**Identifying seven hafnium ions from the parts of their Hartree-Fock energy**

The table holds the total energy and its kinetic, electron-nucleus and electron-electron parts for seven ions from Hf+ to Hf63+, from non-relativistic, configuration-averaged Hartree-Fock with a point nucleus at the radial basis limit. The program tests three parameter-free ways of matching rows to ions: the variational bound −(T + Vne)/Z² ≤ Σ 1/(2n²), the order of the total energies, and the Thomas-Fermi ion with and without Scott and Dirac exchange corrections. The bound leaves two one-to-one assignments, which differ only in Hf+ and Hf11+, and its deficit grows from 0.12 % to 9.36 % as screening grows. Thomas-Fermi with both corrections matches all seven rows by nearest −Vee/Vne, with a root-mean-square error of 4.2 % and a worst error of 8.3 % at Hf52+, while the plain model misassigns Hf11+ and Hf22+ and the Scott-only model misassigns Hf+. The output also lists the repulsion lost per unit of attraction lost in each step (0.86 to 0.15), the nearly constant 1s part of Vne and the size of the omitted Darwin term.

Total energies and their parts for hafnium ions from Hf+ to Hf63+, computed with the B-spline radial atomic code version 1 using all-electron non-relativistic Hartree-Fock, averaged over the configuration. The atom is spherical with a point nucleus, at the radial basis-set limit. Vee and Vne are the electron-electron and electron-nucleus energies.

## Analysis program

```python
# Table: total energy and parts (hartree) of Hf ions; B-spline radial atomic code, non-relativistic
# Hartree-Fock, configuration average, point nucleus. Tested: identifying rows by (1) the bound
# S=-(T+Vne)/Z^2 <= E0=sum N/(2n^2), (2) the order of E, (3) Thomas-Fermi ion +Scott +Dirac exchange.
T = {
    'ion': ['Hf+', 'Hf11+', 'Hf22+', 'Hf32+', 'Hf42+', 'Hf52+', 'Hf63+'],
    'Z': [72, 72, 72, 72, 72, 72, 72],
    'charge': [1, 11, 22, 32, 42, 52, 63],  # e
    'N': [71, 61, 50, 40, 30, 20, 9],
    'configuration': ['[Xe] 4f14 5d1 6s2', '[Kr] 4d10 4f12 5s2 5p1', '[Kr] 4d10 4f4', '[Kr] 4d4', '[Ar] 3d10 4s2', '[Ar] 3d2', '[He] 2s2 2p5'],
    'E': [-14320.97, -14284.08, -14126.59, -13774.1, -13177.97, -11790.3, -9217.535],  # hartree
    'T': [14321.0, 14284.1, 14126.6, 13774.1, 13178.0, 11790.3, 9217.53],  # hartree
    'Vne': [-34092.3, -33564.0, -32417.6, -30825.2, -28816.6, -24960.8, -18926.3],  # hartree
    'Vee': [5450.38, 4995.8, 4164.38, 3276.99, 2460.65, 1380.23, 491.202],  # hartree
    'ratio': [0.1599, 0.1488, 0.1285, 0.1063, 0.0854, 0.0553, 0.026],
}
import numpy as np
from itertools import permutations
from scipy.integrate import solve_ivp
from scipy.interpolate import CubicSpline
from scipy.constants import physical_constants as pc
eV = pc['Hartree energy in eV'][0]
ion = T['ion']; Z = float(T['Z'][0]); n = len(ion)
N, E, K, Vn, Ve, R = (np.array(T[k], float) for k in ('N', 'E', 'T', 'Vne', 'Vee', 'ratio'))
core = {'[He]': [2], '[Ar]': [2, 8, 8], '[Kr]': [2, 8, 18, 8], '[Xe]': [2, 8, 18, 18, 8]}
E0 = np.array([sum(o/(2*(i+1)**2) for i, o in enumerate(core[c.split()[0]]))
               + sum(int(s[2:])/(2*int(s[0])**2) for s in c.split()[1:]) for c in T['configuration']])
S = -(K+Vn)/Z**2
near = lambda x, m: ion[int(np.argmin(abs(m-x)))]
print(f"max|T+E|={abs(K+E).max():.3f} Eh, max|T+Vne+Vee-E|={abs(K+Vn+Ve-E).max():.3f} Eh (rounding ~0.05-0.1); floor S {0.1/Z**2:.0e}, ratio 5e-5")
print("Bound: ion E[Eh] S E0 E0-S (E0-S)/E0[%] Z^2(S-E0)[Eh] nearest-E0 | candidates with E0>=S")
for i in range(n):
    print(f"{ion[i]:6s}{E[i]:10.2f} {S[i]:.4f} {E0[i]:.4f} {E0[i]-S[i]:.4f} {100*(1-S[i]/E0[i]):.2f} {Z**2*(S[i]-E0[i]):.0f} {near(S[i],E0)} | "
          + ' '.join(ion[j] for j in range(n) if E0[j] >= S[i]))
ok = [p for p in permutations(range(n)) if all(S[i] <= E0[p[i]] for i in range(n))]
print("one-to-one assignments obeying bound:", len(ok), "; rows left open:", [ion[i] for i in range(n) if len({p[i] for p in ok}) > 1])
# further outputs of the same runs: ionisation energy (eV), 1s <1/r> (1/bohr), Darwin term (Eh)
IE = [10.32221, 209.2638, 632.5193, 1303.066, 2039.579, 4787.786, 14862.94]
r1s = {1: 71.45339, 3: 71.45076, 4: 71.45852, 5: 71.45642, 6: 71.52298}
Dar = [1607.241, 1607.746, 1606.893, 1608.97, 1612.076, 1606.402, 1573.697]
print("Steps: from->to dN dE[Eh] dE/dN[eV] IE ends[eV] dVne dVee[Eh] -dVee/dVne d(ratio)")
for i in range(n-1):
    d = N[i]-N[i+1]; dE = E[i+1]-E[i]; a = Vn[i+1]-Vn[i]; c = Ve[i+1]-Ve[i]
    print(f"{ion[i]}->{ion[i+1]} {d:.0f} {dE:.2f} {dE/d*eV:.0f} {IE[i]:.0f},{IE[i+1]:.0f} {a:.1f} {c:.1f} {-c/a:.2f} {R[i+1]-R[i]:.4f}")
print("1s part of Vne [Eh, %]: " + '; '.join(f"{ion[i]} {-2*Z*r:.0f} {-200*Z*r/Vn[i]:.1f}" for i, r in r1s.items()))
print(f"Darwin term {min(Dar):.0f} to {max(Dar):.0f} Eh; {ion[1]} minus {ion[0]} {Dar[1]-Dar[0]:.2f} Eh")
G = []  # TF ion, integrated inward in t=sqrt(x) from u(1)=0, u'(1)=-p, rescaled to phi(0)=1
for p in np.logspace(np.log10(500), -1.5, 60):
    y = solve_ivp(lambda t, y: [2*t*y[1], 2*max(y[0], 0)**1.5, 2*t*y[0]**2], (1, 0), [0, -p, 0],
                  method='DOP853', rtol=1e-9, atol=1e-10).y[:, -1]
    lam = y[0]**(-1/3); q = p/y[0]
    G.append((np.log(q/(1-q)), lam**4*y[1], lam, -lam**5*y[2]))
G = np.array(G); sl, ix, I2 = (CubicSpline(G[:, 0], G[:, k]) for k in (1, 2, 3))
print(f"TF grid: smallest q {1/(1+np.exp(-G[0,0])):.4f}, slope there {G[0,1]:.5f}; neutral ratio 1/7={1/7:.4f}")
b0 = (9*np.pi**2/128)**(1/3); cx = 0.75*(3/np.pi)**(1/3)*(4*np.pi*b0**3)**(-1/3)
def tf(Nn, lev):
    q = 1-Nn/Z; v = np.log(q/(1-q)); u = Z**(7/3)/b0
    e = 3/7*u*(sl(v)+q*q*ix(v)); vn = u*(sl(v)+q*ix(v))
    if lev > 0: e = e+Z**2/2; vn = vn+Z**2
    if lev > 1: e = e-cx*Z**(5/3)*I2(v); vn = vn-cx*Z**(5/3)*(5/3*I2(v)+I2(v, 1)/q)
    return e, vn, 2*e-vn, (2*e-vn)/(-vn)
M = [tf(N, l) for l in range(3)]; Ng = np.linspace(5, 71, 661); Rg = tf(Ng, 2)[3]
print("Ratio: ion table | TF err% nearest | +Scott err% nearest | +Scott+Dirac err% nearest")
for i in range(n):
    print(f"{ion[i]:6s}{R[i]:.4f}" + ''.join(f" | {m[3][i]:.4f} {100*(m[3][i]/R[i]-1):+.1f} {near(R[i],m[3])}" for m in M))
print("TF+Scott+Dirac: ion err% E, Vne, Vee; N, implied N from ratio (grid 5-71, *=clipped); d ratio/dN")
for i in range(n):
    f = '*' if not Rg[0] <= R[i] <= Rg[-1] else ''
    print(f"{ion[i]:6s}{100*(M[2][0][i]/E[i]-1):+.2f} {100*(M[2][1][i]/Vn[i]-1):+.2f} {100*(M[2][2][i]/Ve[i]-1):+.2f}; "
          f"{N[i]:.0f} {np.interp(R[i],Rg,Ng):.1f}{f}; {np.interp(N[i],Ng,np.gradient(Rg,Ng)):.5f}")
print("model ratio monotonic in N:", bool(np.all(np.diff(Rg) > 0)))
for nm, m in zip(('TF', '+Scott', '+Scott+Dirac'), M):
    er = m[3]/R-1; w = int(np.argmax(abs(er)))
    print(f"{nm}: rms ratio err {100*np.sqrt(np.mean(er**2)):.1f}%, worst {ion[w]} {100*er[w]:+.1f}%, E err {100*(m[0]/E-1).min():+.1f} to {100*(m[0]/E-1).max():+.1f}%")
assert abs(K+E).max() < 0.06
assert np.all(S < E0) and len(ok) == 2
assert np.all(np.diff(E) > 0) and np.all(np.diff(R) < 0) and np.all(np.diff(N) < 0)
```

Printed output:

```
max|T+E|=0.030 Eh, max|T+Vne+Vee-E|=0.050 Eh (rounding ~0.05-0.1); floor S 2e-05, ratio 5e-5
Bound: ion E[Eh] S E0 E0-S (E0-S)/E0[%] Z^2(S-E0)[Eh] nearest-E0 | candidates with E0>=S
Hf+    -14320.97 3.8139 4.2078 0.3939 9.36 -2042 Hf22+ | Hf+ Hf11+
Hf11+  -14284.08 3.7191 3.9975 0.2784 6.96 -1443 Hf22+ | Hf+ Hf11+
Hf22+  -14126.59 3.5284 3.6875 0.1591 4.32 -825 Hf32+ | Hf+ Hf11+ Hf22+
Hf32+  -13774.10 3.2892 3.3750 0.0858 2.54 -445 Hf32+ | Hf+ Hf11+ Hf22+ Hf32+
Hf42+  -13177.97 3.0167 3.0625 0.0458 1.50 -237 Hf42+ | Hf+ Hf11+ Hf22+ Hf32+ Hf42+
Hf52+  -11790.30 2.5406 2.5556 0.0149 0.58 -78 Hf52+ | Hf+ Hf11+ Hf22+ Hf32+ Hf42+ Hf52+
Hf63+   -9217.53 1.8728 1.8750 0.0022 0.12 -11 Hf63+ | Hf+ Hf11+ Hf22+ Hf32+ Hf42+ Hf52+ Hf63+
one-to-one assignments obeying bound: 2 ; rows left open: ['Hf+', 'Hf11+']
Steps: from->to dN dE[Eh] dE/dN[eV] IE ends[eV] dVne dVee[Eh] -dVee/dVne d(ratio)
Hf+->Hf11+ 10 36.89 100 10,209 528.3 -454.6 0.86 -0.0111
Hf11+->Hf22+ 11 157.49 390 209,633 1146.4 -831.4 0.73 -0.0203
Hf22+->Hf32+ 10 352.49 959 633,1303 1592.4 -887.4 0.56 -0.0222
Hf32+->Hf42+ 10 596.13 1622 1303,2040 2008.6 -816.3 0.41 -0.0209
Hf42+->Hf52+ 10 1387.67 3776 2040,4788 3855.8 -1080.4 0.28 -0.0301
Hf52+->Hf63+ 11 2572.76 6364 4788,14863 6034.5 -889.0 0.15 -0.0293
1s part of Vne [Eh, %]: Hf11+ -10289 30.7; Hf32+ -10289 33.4; Hf42+ -10290 35.7; Hf52+ -10290 41.2; Hf63+ -10299 54.4
Darwin term 1574 to 1612 Eh; Hf11+ minus Hf+ 0.51 Eh
TF grid: smallest q 0.0043, slope there -1.58807; neutral ratio 1/7=0.1429
Ratio: ion table | TF err% nearest | +Scott err% nearest | +Scott+Dirac err% nearest
Hf+   0.1599 | 0.1426 -10.8 Hf+ | 0.1647 +3.0 Hf11+ | 0.1595 -0.2 Hf+
Hf11+ 0.1488 | 0.1345 -9.6 Hf+ | 0.1555 +4.5 Hf11+ | 0.1495 +0.4 Hf11+
Hf22+ 0.1285 | 0.1189 -7.5 Hf11+ | 0.1381 +7.5 Hf22+ | 0.1315 +2.4 Hf22+
Hf32+ 0.1063 | 0.1006 -5.3 Hf32+ | 0.1177 +10.7 Hf32+ | 0.1109 +4.3 Hf32+
Hf42+ 0.0854 | 0.0791 -7.3 Hf42+ | 0.0936 +9.6 Hf42+ | 0.0868 +1.7 Hf42+
Hf52+ 0.0553 | 0.0550 -0.6 Hf52+ | 0.0663 +19.9 Hf52+ | 0.0599 +8.3 Hf52+
Hf63+ 0.0260 | 0.0257 -1.0 Hf63+ | 0.0328 +26.2 Hf63+ | 0.0273 +5.1 Hf63+
TF+Scott+Dirac: ion err% E, Vne, Vee; N, implied N from ratio (grid 5-71, *=clipped); d ratio/dN
Hf+   -0.41 -0.45 -0.66; 71 71.0*; 0.00054
Hf11+ -0.37 -0.30 +0.11; 61 60.5; 0.00135
Hf22+ -0.34 +0.01 +2.41; 50 48.4; 0.00188
Hf32+ -0.22 +0.29 +4.58; 40 38.0; 0.00225
Hf42+ -0.63 -0.47 +1.20; 30 29.4; 0.00255
Hf52+ +0.96 +1.45 +9.93; 20 18.4; 0.00282
Hf63+ +0.04 +0.18 +5.50; 9 8.6; 0.00310
model ratio monotonic in N: True
TF: rms ratio err 7.1%, worst Hf+ -10.8%, E err +15.8 to +27.0%
+Scott: rms ratio err 14.0%, worst Hf63+ +26.2%, E err -2.3 to -0.5%
+Scott+Dirac: rms ratio err 4.2%, worst Hf52+ +8.3%, E err -0.6 to +1.0%
```
